## Estimating the relativistic shifts of a light ion by hand

The relativistic shift of a quantity is its value from the Dirac equation minus its value from the Schrödinger equation for the same ion and configuration. Here both come from spherical, spin-unpolarised LDA Kohn-Sham atoms, Ne⁺ and Ne²⁺. The Dirac run was repeated with the speed of light multiplied by a factor $f$. Only $f=1$ is physical; the other rows are fictitious ions that serve as a dial for relativity. The column E(Dirac) − E(non-rel.) gives the shift $\Delta E$ of the total energy directly. For eigenvalues $\varepsilon$ and mean radii $\langle r\rangle$ the rows at $f=100$ are the reference, since relativity is $10^4$ times weaker there; for Ne⁺ the 2p level is then −32.457 eV, as in the non-relativistic run.

Spherical all-electron Kohn-Sham calculations of Ne⁺ and Ne²⁺ with Quantum ESPRESSO ld1.x 7.5: LDA (Slater exchange, VWN5 correlation), spin-unpolarised, point nucleus. Eigenvalues and mean radii come from the Dirac equation, with open-shell electrons shared between j levels in proportion to 2j+1; the non-relativistic run has the same configuration and nucleus.

| species | Z | charge (e) | electrons | configuration | factor on the speed of light | eigenvalue (2s1/2) (eV) | eigenvalue (2p1/2) (eV) | mean radius (2s1/2) (bohr) | mean radius (2p1/2) (bohr) | ε(2p1/2) − ε(2s1/2) (eV) | E(Dirac) − E(non-rel.) (hartree) |
| --- | --- | --- | --- | --- | --- | --- | --- | --- | --- | --- | --- |
| Ne+ | 10 | 1 | 9 | [He] 2s2 2p5 | 1.00 | -55.302 | -32.521 | 0.86857 | 0.88185 | 22.780 | -0.14554 |
| Ne+ | 10 | 1 | 9 | [He] 2s2 2p5 | 1.50 | -55.227 | -32.486 | 0.86943 | 0.88274 | 22.742 | -0.064589 |
| Ne+ | 10 | 1 | 9 | [He] 2s2 2p5 | 5.00 | -55.174 | -32.460 | 0.87005 | 0.88339 | 22.714 | -0.0058065 |
| Ne+ | 10 | 1 | 9 | [He] 2s2 2p5 | 100.00 | -55.168 | -32.457 | 0.87011 | 0.88345 | 22.711 | -1.4500e-05 |
| Ne2+ | 10 | 2 | 8 | [He] 2s2 2p4 | 1.00 | -77.709 | -55.040 | 0.83303 | 0.81013 | 22.669 | -0.14602 |
| Ne2+ | 10 | 2 | 8 | [He] 2s2 2p4 | 1.50 | -77.626 | -54.996 | 0.83381 | 0.81089 | 22.630 | -0.064805 |
| Ne2+ | 10 | 2 | 8 | [He] 2s2 2p4 | 5.00 | -77.566 | -54.964 | 0.83438 | 0.81144 | 22.602 | -0.0058265 |
| Ne2+ | 10 | 2 | 8 | [He] 2s2 2p4 | 100.00 | -77.560 | -54.960 | 0.83443 | 0.81149 | 22.599 | -1.5000e-05 |

### The picture

An electron near a nucleus of charge $Z$ moves at about $Z\alpha$ times the speed of light, with $\alpha = 1/137.04$. Relativity enters as the square of this ratio, $(Z\alpha)^2 = 0.00533$ for neon. A fast electron is heavier, so its orbital draws in and its level sinks. The binding energy itself goes as $Z^2$, which makes the shift go as $Z^4\alpha^2$, and scaling the speed of light replaces $\alpha$ by $\alpha/f$. The shift is earned close to the nucleus. A 1s electron lives there and feels almost the full charge, whereas an $n=2$ electron is screened over most of its orbit. The craft of the estimate lies in choosing the charge, because it is raised to the fourth power.

Most of what the table shows has nothing to do with relativity. The gap $\varepsilon(2p_{1/2})-\varepsilon(2s_{1/2})$ opens by only 0.3% of its value between $f=100$ and $f=1$. It is 0.11 eV smaller in Ne²⁺ than in Ne⁺ at each $f$, and the 2s orbital is smaller than $2p_{1/2}$ in Ne⁺ but larger in Ne²⁺ at each $f$. These features belong to screening in the non-relativistic ion.

### The rule

The Dirac energy of one electron with quantum numbers $n$, $j$ about a point charge $Z$, expanded in $Z\alpha/f$, gives the Bohr energy followed by

$$\delta\varepsilon_{nj} = -C_{nj}\,\frac{Z^4\alpha^2}{f^2}\ \text{hartree},\qquad C_{nj}=\frac{1}{2n^3}\left[\frac{1}{j+\tfrac12}-\frac{3}{4n}\right].$$

The coefficients are $1/8$ for 1s, $5/128$ for both 2s and $2p_{1/2}$, and $1/128$ for $2p_{3/2}$. The calculation spreads the 2p electrons over the two $j$ levels in the ratio 1 : 2, so the mean coefficient per 2p electron is $(5+2)/(3\cdot128)=7/384$. For 1s the exact energy contains $\sqrt{1-(Z\alpha/f)^2}$, whose next term multiplies the shift by $1+(Z\alpha/f)^2/2$.

Three steps carry this over to a many-electron ion.

1. Use the bare $Z$ for the 1s pair. The mass-velocity and Darwin terms weigh the region nearest the nucleus, where screening is weakest, but each 1s electron still screens the other, so the bare charge overstates this term. It is kept because the excess makes up for the $n=2$ terms of step 2, which are too small: a charge read from the mean radius misses the inner part of the orbital, where the shift is earned.
2. For $n=2$ take a charge from the orbital's non-relativistic size. Hydrogenic radii are $6/Z$ bohr for 2s and $5/Z$ bohr for 2p, so $Z_{2s}=6/\langle r\rangle_{2s}$ and $Z_{2p}=5/\langle r\rangle_{2p}$.
3. Read $\delta\varepsilon$ as the shift of a level, and add the terms over all electrons for $\Delta E$.

No constant is fitted to the shifts, although the two radii come from the $f=100$ row of the same ion.

### Ne⁺ and Ne²⁺ at $f=1$

With $\alpha^2=5.325\times10^{-5}$ and $Z=10$, $Z^4\alpha^2=0.5325$ hartree. The 1s pair gives $-2\cdot0.5325/8=-0.1331$, and the factor $1+0.00533/2$ makes it −0.1335 hartree.

For Ne⁺, $Z_{2s}=6/0.87011=6.896$, whose fourth power is 2261. Then $\delta\varepsilon_{2s}=-(5/128)(2261)(5.325\times10^{-5})=-0.00470$ hartree, or −0.128 eV at 27.21 eV per hartree; the table has $-55.302+55.168=-0.134$ eV. Likewise $Z_{2p}=5/0.88345=5.660$, fourth power 1026, gives −0.058 eV for $2p_{1/2}$ against −0.064 eV. The five 2p electrons contribute $-5(7/384)(1026)(5.325\times10^{-5})=-0.0050$ hartree. The sum is

$$\Delta E\approx -0.1335-0.0094-0.0050=-0.1479\ \text{hartree},$$

1.6% larger in magnitude than the computed −0.14554.

Removing a 2p electron lowers the screening, both orbitals shrink, and for Ne²⁺ the charges rise to 7.191 and 6.162. The levels are estimated to sink by 0.151 and 0.082 eV, against 0.149 and 0.080 eV in the table. The total, $-0.1335-0.0111-0.0056=-0.1502$ hartree, is 2.9% too large. The direction carries over to neighbours: stripping 2p electrons deepens the shifts of the 2s and $2p_{1/2}$ levels and hardly moves the total (removing the 2s pair takes a sizeable share away), while a higher nuclear charge raises the total as roughly $Z^4$. That power rests on the formula alone, since every row has $Z=10$.

### Accuracy over the table

The errors in $\Delta E$, +1.6% and +2.9% of the computed values, repeat at $f=1.5$ and 5. The repetition tests the prefactor only once per ion, because rule and calculation share the $1/f^2$ law, which is built into the Dirac equation. A straight line through $\ln|\Delta E|$ against $\ln f$ for $f=1$, 1.5 and 5 has slope −2.00 for both ions. The rows at $f=100$ were left out of the fits: the energies appear to be resolved to about $5\times10^{-7}$ hartree, which is the whole difference between the two ions there, while scaling predicts a tenth of it. The tabulated level shifts are met within 0.006 eV (worst relative miss at $f=1$: 9%, $2p_{1/2}$ of Ne⁺) and the opening of the gap within 0.001 eV, the last printed digit.

The small departure from $1/f^2$ is informative. A least-squares line of $\Delta E f^2$ against $1/f^2$ over the same three rows, $\Delta E=a/f^2+b/f^4$, gives $a=-0.273\,Z^4\alpha^2$ for either ion to within one in the last digit, and $b/a=0.51$ and 0.48 in units of $(Z\alpha)^2$, uncertain by about 0.02 from the printed digits. A bare 1s level has 0.50. This is consistent with a shift dominated by electrons that see nearly the full nuclear charge; it does not measure the 1s share. The rule puts that share near nine tenths, which is too high. Given the charge of about 7.2 that the spin-orbit splitting reveals below, the five 2p electrons of Ne⁺ contribute about −0.013 hartree in place of −0.0050, and with the 2s term this leaves about 0.123 hartree or less for the 1s pair, below the bare 0.1335. The close total is a cancellation between a 1s term that is too large and $n=2$ terms that are too small, and it need not hold for ions with other shells.

Without radii there are two cruder routes. The bare 1s pair alone falls 8 to 9% short in the rows with $f\le5$. Slater's screening constants throughout (9.7 for 1s, 6.20 and 6.55 for $n=2$) fall 9 to 10% short; the 1s charge is sound and the shortfall lies in the $n=2$ charges, which are too small for these corrections. Since they give 2s and 2p one charge they predict no opening of the gap at all.

For radii the charge taken from the mean size fails. At $f=1$ the four tabulated radii shrink by 0.31 to 0.34 times $(Z\alpha)^2$ with the bare $Z$, about 0.17 to 0.18%, so a third of $(Z\alpha)^2$ is a handy number read off these rows. The hydrogenic Dirac coefficients are $35/96$ (2s) and $7/16$ ($2p_{1/2}$). With the bare charge they give 0.194% and 0.233%, too much, and with the screened charges 0.10% or less, roughly half the computed contraction. A plausible reading is that the contraction is driven from the inner part of the orbital.

### Why the $2p_{1/2}$ agreement is partly luck

The same Ne⁺ runs give the $2p_{3/2}$ level, −32.4025 eV at $f=1$. It has risen by 0.0545 eV, where the rule lowers it by 0.012 eV, and its radius has grown by 0.057%. Two effects are tangled here, and first-order theory separates them. Spin-orbit coupling splits the level by $\Delta$, pushing $j=\tfrac12$ down by $2\Delta/3$ and $j=\tfrac32$ up by $\Delta/3$ about the weighted mean, and the mean has its own spin-free shift.

The calculation has $\Delta=0.118$ eV and a mean shift of +0.015 eV, so $2p_{1/2}$ moves by $0.015-0.079=-0.064$ eV. The rule has $\Delta=0.046$ eV and a mean of −0.027 eV, so $-0.027-0.031=-0.058$ eV. Both ingredients are wrong by more than 0.04 eV and the errors nearly cancel. For $2p_{3/2}$ they add, and the sign is lost. This decomposition is shown for Ne⁺ only.

The causes are standard. Spin-orbit coupling weighs the gradient of the potential divided by $r$, roughly $1/r^3$, so it samples the inner part of the 2p orbital; the splitting is 2.6 times the rule's, which corresponds to a charge near $5.66\times2.6^{1/4}\approx7.2$. The direct spin-free correction lowers a p level, so a mean that rises needs the indirect effect: the contracted 1s and 2s shells screen the nucleus better. A one-electron formula has no such term. The 2s estimate profits from a cancellation of the same kind: the direct correction of the real 2s orbital is well above the rule's, and the indirect effect raises the level and takes the excess back. One consequence concerns the gap column: measured against the weighted 2p mean, the 2s–2p opening in Ne⁺ is 0.149 eV, twice the 0.069 eV seen with $2p_{1/2}$.

### Differences between ions

Step 3 uses one number for two things. To first order the total energy feels only the direct corrections, since the relaxation of the density drops out of a stationary energy, whereas eigenvalues contain the indirect part too. The difference between the two totals is a separate weakness of the rule: it is small, and the errors of 1.6% and 2.9% in the totals do not cancel in it. The two ions differ by −0.00048 hartree at $f=1$, and the rule gives −0.00233, nearly five times too much; Slater charges give −0.00149.

This difference is by definition the relativistic change of the Ne⁺ ionisation energy, −0.013 eV. Janak's theorem explains its size: the total energy changes with 2p occupation at a rate equal to the weighted 2p eigenvalue, so the shifts of the two ions differ by the mean 2p shift averaged along the way. At the Ne⁺ end that is +0.015 eV. A level that has risen is easier to empty, so this lowers the ionisation energy, by nearly the amount found. The better guide to an ionisation energy is thus the shift of the level being emptied, which is the quantity whose sign the rule misses.

Relativity is in any case a minor matter for that energy. The computed 43.42 eV lies about 2.5 eV above the measured value of roughly 41 eV. With spin switched off and the shell averaged, the ions are not in their ²P and ³P ground terms; spin polarisation would stabilise Ne²⁺ more and lower the value, so the functional alone cannot be blamed. The eigenvalue differences are not excitation energies either: minus the highest Ne⁺ eigenvalue is 11 eV below the ionisation energy from total energies. Breit and QED terms are absent, and the Breit interaction enters at the same order $\alpha^2$, so the rule's few per cent refer to this Dirac model of the ion. As $Z\alpha$ grows, higher terms of the expansion and the finite nucleus matter, and the first-order coefficients cease to be enough.
